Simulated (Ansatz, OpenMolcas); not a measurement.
C2H7NSi (SMILES C=C[SiH2]N): the energy, rung by rung

The species is C2H7NSi (11 atoms), meant as a singlet with charge 0. SMILES: `C=C[SiH2]N`. The shape is that of a PBE0-D4/def2-TZVP optimisation. This is one conformer, not always the lowest.

```xyz
11

C    -0.6761    1.3370   -0.9450
C     0.0893    1.2086    0.1351
Si    0.5965   -0.4445    0.8326
N     0.0029   -1.8037   -0.0286
H    -0.9671    2.3046   -1.3447
H    -1.0468    0.4656   -1.4791
H     0.4330    2.1167    0.6316
H     0.0995   -0.5366    2.2326
H     2.0832   -0.5167    0.8360
H     0.4049   -2.0860   -0.9063
H    -0.9538   -2.1021    0.0563
```

Each level gives the energy change with the N4–H11 bond stretched from 1.006 to 1.307 Å (eV). The values are calculated.

| level | kind | program | value (eV) | CPU time (all runs) |
| --- | --- | --- | --- | --- |
| HF/cc-pVDZ (restricted) | Hartree–Fock | Ansatz | 1.35 | 6.5 s |
| PBE/cc-pVDZ (restricted) | GGA | Ansatz | 1.03 | 14 s |
| r2SCAN/cc-pVDZ (restricted) | meta-GGA | OpenMolcas | 1.12 | 2.9 min |
| BHLYP/cc-pVDZ (restricted) | global hybrid | Ansatz | 1.24 | 18 s |
| M06-2X/cc-pVDZ (restricted) | hybrid meta-GGA | OpenMolcas | 1.15 | 2.7 min |
| HSE06/cc-pVDZ (restricted) | range-separated hybrid | Ansatz | 1.15 | 18 s |
| PBE-QIDH/cc-pVDZ (restricted) | double hybrid | Ansatz | 1.22 | 24 s |
| RPA@PBE0/cc-pVDZ (restricted) | RPA | Ansatz | 1.10 | 29 s |
| BCCD(T)/cc-pVDZ (restricted) | coupled cluster or CI | Ansatz | 1.11 | 66 s |

The first shape isn't each level's own minimum. The values span 1.03 to 1.35 eV. CPU times are rough (shared hosts, several kinds of processor and program).

Stretching the N–H bond costs 1.11 eV with coupled cluster. Hartree–Fock makes the bond too stiff at 1.35 eV, while PBE makes it too soft at 1.03 eV. As the bonding σ orbital and its antibonding partner draw closer in energy, left–right correlation grows and stabilises the stretched structure. A single restricted determinant misses this and retains too much ionic character, whereas semilocal exchange mimics part of the effect and here overshoots.

The cost rises with the share of exact exchange from PBE through HSE06 and BHLYP to Hartree–Fock, but M06-2X breaks a general ordering by that share: it matches HSE06 despite containing much more exact exchange, probably because its flexible semilocal part compensates. RPA and r2SCAN lie closest to coupled cluster, though agreement at one displacement may partly reflect error cancellation. The stretch samples the rising wall of the potential well, well short of separated radicals, so the ranking need not carry over to the N–H dissociation energy.
